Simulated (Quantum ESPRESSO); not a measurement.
# Work function, surface force and surface energy of Zr(0001) films of two to eight layers in PBE and LDA

A surface atom of a two-layer Zr(0001) film has as many nearest neighbours as one on an eight-layer film, yet in PBE it is pulled inwards almost twice as hard. The problem is to explain this, and to find how the work function and the surface energy change over the same thicknesses. The answers matter for thin metal contacts and adhesion layers, where the work function helps to set the barrier for electrons and the surface energy affects wetting. The work function is measured from the Fermi level to the vacuum level, the force along the outward normal, and the excess energy against the same number of bulk layers. All atoms sit at bulk places.

## Systems and settings

Quantum ESPRESSO 7.5 (pw.x), driven by a script. Symmetric 1×1 slabs of Zr(0001) (hcp) at the tabulated measured lattice constant, atoms at bulk places, 7.5 Å of empty space on each side as the script builds them, with open boundaries by the effective screening medium. Mesh 12×12×1 for all thicknesses, Marzari-Vanderbilt smearing of 0.02 Ry, spin-paired, no spin-orbit coupling. PBE, GBRV ultrasoft: cutoffs 40 and 200 Ry; LDA, GBRV ultrasoft: cutoffs 40 and 200 Ry. The excess energy is the slab's energy less the number of layers times the slope of a straight line through the thicker slabs; it is twice the surface energy per cell.

Notes on method and selection:

- Confinement between the two faces quantises the states along the normal, so values can oscillate with thickness.
- The measured lattice constant is no functional's own, which adds to the force.
- Measured work functions of the rebuilt (100) and (110) faces of Au, Pt and Ir, of Ta(111), and of polycrystals are not set beside the runs.
- Runs in which the search for lower states was switched off are not listed.
- Runs that did not converge, have known faults or may not be shown are not listed, and runs on Ansatz's PAW sets soft_1 and soft_2 are kept to separate tables.

Columns:

- layers: number of atomic layers.
- Φ (eV): work function: vacuum level outside the slab less the Fermi level.
- force (eV/Å): force on the top atom along the outward normal; negative pulls it inwards.
- excess energy (meV): excess energy of the slab, both faces, per 1×1 cell.

## Computed values

| member | layers | Φ (eV), PBE, GBRV ultrasoft | Φ (eV), LDA, GBRV ultrasoft | force (eV/Å), PBE, GBRV ultrasoft | force (eV/Å), LDA, GBRV ultrasoft | excess energy (meV), PBE, GBRV ultrasoft | excess energy (meV), LDA, GBRV ultrasoft |
| --- | --- | --- | --- | --- | --- | --- | --- |
| 2 layers | 2 | 4.240 | 4.447 | −0.910 | −1.284 | 1870 | 2170 |
| 4 layers | 4 | 4.168 | 4.381 | −0.429 | −0.787 | 1926 | 2221 |
| 6 layers | 6 | 4.181 | 4.394 | −0.460 | −0.835 | 1920 | 2215 |
| 8 layers | 8 | 4.180 | 4.390 | −0.470 | −0.851 | 1926 | 2221 |

## The trend and its physics

Nearly all the change comes between two and four layers. From two to eight layers the PBE work function falls by 4.240 − 4.180 = 0.060 eV and the LDA one by 4.447 − 4.390 = 0.057 eV. From four layers on, each stays within 0.013 eV.

The force changes most, and bond counting suggests why. A surface atom has 9 nearest neighbours at every thickness, against 12 in the bulk. In a thick film the layer beneath it has all 12; in the two-layer film that layer is itself a surface, with 9. An atom with fewer bonds makes each of them stronger. If the bonding energy of an atom goes as √Z, with Z its number of neighbours, the extra pull between the top two layers goes as 1/√Z₁ + 1/√Z₂ − 2/√12. This gives 1/√9 − 1/√12 for a thick film and exactly twice that for two layers.

The PBE ratio is 0.910 / 0.470 = 1.94. Scaled to the eight-layer force, the rule misses the other three PBE rows by (0.030 + 0.041 + 0.010) / 3 = 0.027 eV/Å on average, while the four rows scatter about their mean by 0.17 eV/Å. In LDA the ratio is only 1.284 / 0.851 = 1.51, and the bare rule does hardly better than the mean.

The likely reason is strain. LDA favours a shorter lattice than the measured one, so its film is held stretched and gains an inward pull that depends little on thickness. The columns fit this: LDA less PBE is −0.374, −0.358, −0.375 and −0.381 eV/Å from two to eight layers. A constant pull added to both forces brings their ratio below two.

The excess energy hardly moves, as bond counting would suggest, since every film has the same number of cut nearest-neighbour bonds. In PBE it is 1870 meV at two layers and 1926 meV at eight, a difference of 3%. Halved, the eight-layer values give surface energies per cell of 1926 / 2 = 963 meV in PBE and 2221 / 2 = 1110.5 meV in LDA.

## Outliers

The two-layer film lies farthest from the others in all three properties. Its large force is what the bond-counting rule leads one to expect, given the missing bonds of its second layer. Its work function, about 0.06 eV above the eight-layer value, and its excess energy, lower by 56 meV in PBE and 51 meV in LDA, are not explained by counting nearest neighbours. Confinement of the electrons between two very close faces is a possible cause of both, since it can shift either quantity up or down.

The four-layer film shows a smaller departure. Its inward force is weaker than at eight layers by 0.470 − 0.429 = 0.041 eV/Å in PBE and by 0.851 − 0.787 = 0.064 eV/Å in LDA. The six-layer film has closed most of that gap, as expected if the two faces still influence each other slightly through the film.

The dip of 6 meV in the excess energy at six layers is too small to be given a physical cause.

## Problems

**How many layers bring the work function within 0.02 eV of the eight-layer value?**

At two layers the departure is 4.240 − 4.180 = +0.060 eV in PBE, which is too large. At four layers it is 4.168 − 4.180 = −0.012 eV in PBE and 4.381 − 4.390 = −0.009 eV in LDA. Four layers are enough.

**Can the shift from PBE to LDA be taken from the cheap two-layer film?**

The two-layer shifts are 4.447 − 4.240 = 0.207 eV, −1.284 + 0.910 = −0.374 eV/Å and 2170 − 1870 = 300 meV. Added to the eight-layer PBE values, they predict:

- work function: 4.180 + 0.207 = 4.387 eV, against 4.390 eV calculated;
- force: −0.470 − 0.374 = −0.844 eV/Å, against −0.851 eV/Å;
- excess energy: 1926 + 300 = 2226 meV, against 2221 meV.

The shift carries over well, although the two-layer values themselves do not.

**How far would a small error in the bulk energy per layer disturb the excess energy?**

An error of 1 meV per layer changes the excess by 8 × 1 = 8 meV at eight layers and by 2 × 1 = 2 meV at two. The gap between these films would shift by 8 − 2 = 6 meV. That is small beside the PBE gap of 56 meV, but as large as the whole spread from four to eight layers.

## Conclusions

For even films of four to eight layers, the work function and the surface energy are nearly settled, while the force still grows slightly inwards. Odd films are not shown in the table, so an odd-even oscillation could go unseen. The flat excess energy is also partly built in, because the bulk slope is fitted to the thicker slabs themselves.

The atoms are held at bulk places. Letting the top layer follow its inward force would bring that force to zero and lower the surface energy. At LDA's own, shorter lattice constant, the LDA force would be less strongly inward.

The choice of functional shifts the work function by about 0.21 eV, more than three times the change from two to eight layers. PBE generally gives surface energies that are too low, so its values here probably err that way. Measured values are not compared here.
